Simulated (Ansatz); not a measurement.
**Ligand exchange: SiH4 + GaH(SH)2 → SiH3(SH) + GaH2(SH)**

Gas-phase species: SiH4 (silane) `[SiH4]`, singlet; GaH(SH)2, singlet; SiH3(SH), singlet; GaH2(SH), singlet. The partners trade H for SH: Si–H and Ga–SH bonds give way to Si–SH and Ga–H.

Shapes, held fixed at every level: PBE0-D4/def2-TZVP. Flexible molecules stand in one conformer, not always the lowest. Programs: Ansatz 0.2.0. The zero-point and thermal change to 298 K, harmonic and unscaled (PBE0-D4/def2-TZVP), is -1.8 kJ/mol.

```
               level                    kind  ΔH(298 K) (kJ/mol)  less CCSD(T)/def2-TZVPP
         HF/def2-SVP            Hartree–Fock               +45.3                     +2.1
   PBE-D4/def2-TZVPP                     GGA               +38.5                     -4.7
r2SCAN-D4/def2-TZVPP                meta-GGA               +39.6                     -3.6
 BHLYP-D4/def2-TZVPP           global hybrid               +42.6                     -0.6
  wB97X-V/def2-TZVPP  range-separated hybrid               +37.8                     -5.4
    CCSD(T)/def2-SVP   coupled cluster or CI               +51.1                     +7.9
       CCSD/def2-SVP   coupled cluster or CI               +49.9                     +6.7
  CCSD(T)/def2-TZVPP   coupled cluster or CI               +43.2                      0.0
```

The highest level, CCSD(T)/def2-TZVPP, gives ΔH(298 K) = +43.2 kJ/mol; the levels span +37.8 to +51.1. The column of differences is taken from that level and isn't an error. No measured value is set beside it here. Relativity is left out for Ga. Outer-core shells of Ga are correlated, in sets that cover them unevenly.

The exchange is endothermic at every level, so thiolate favours gallium over silicon when hydride is the alternative. The likely reason is that moving SH to silicon gives up a polar Ga–S bond and a strong Si–H bond, and the new Si–S bond doesn't make up for the weaker Ga–H bond formed. Three-coordinate gallium also has a formally empty p orbital that can accept sulfur lone-pair density, whereas tetrahedral silicon offers only σ* orbitals; this probably adds to the preference, though reaction enthalpies alone can't separate it from the σ-bond terms.

Enlarging the basis lowers the CCSD(T) value from +51.1 to +43.2 kJ/mol, a larger shift than the triples make in the small basis. The closeness of Hartree–Fock to the highest level therefore looks like a cancellation between missing correlation and a small basis. The sign is secure across these methods, but it applies to separate molecules: thiolate or hydride bridging between gallium centres could alter the balance in condensed phases.
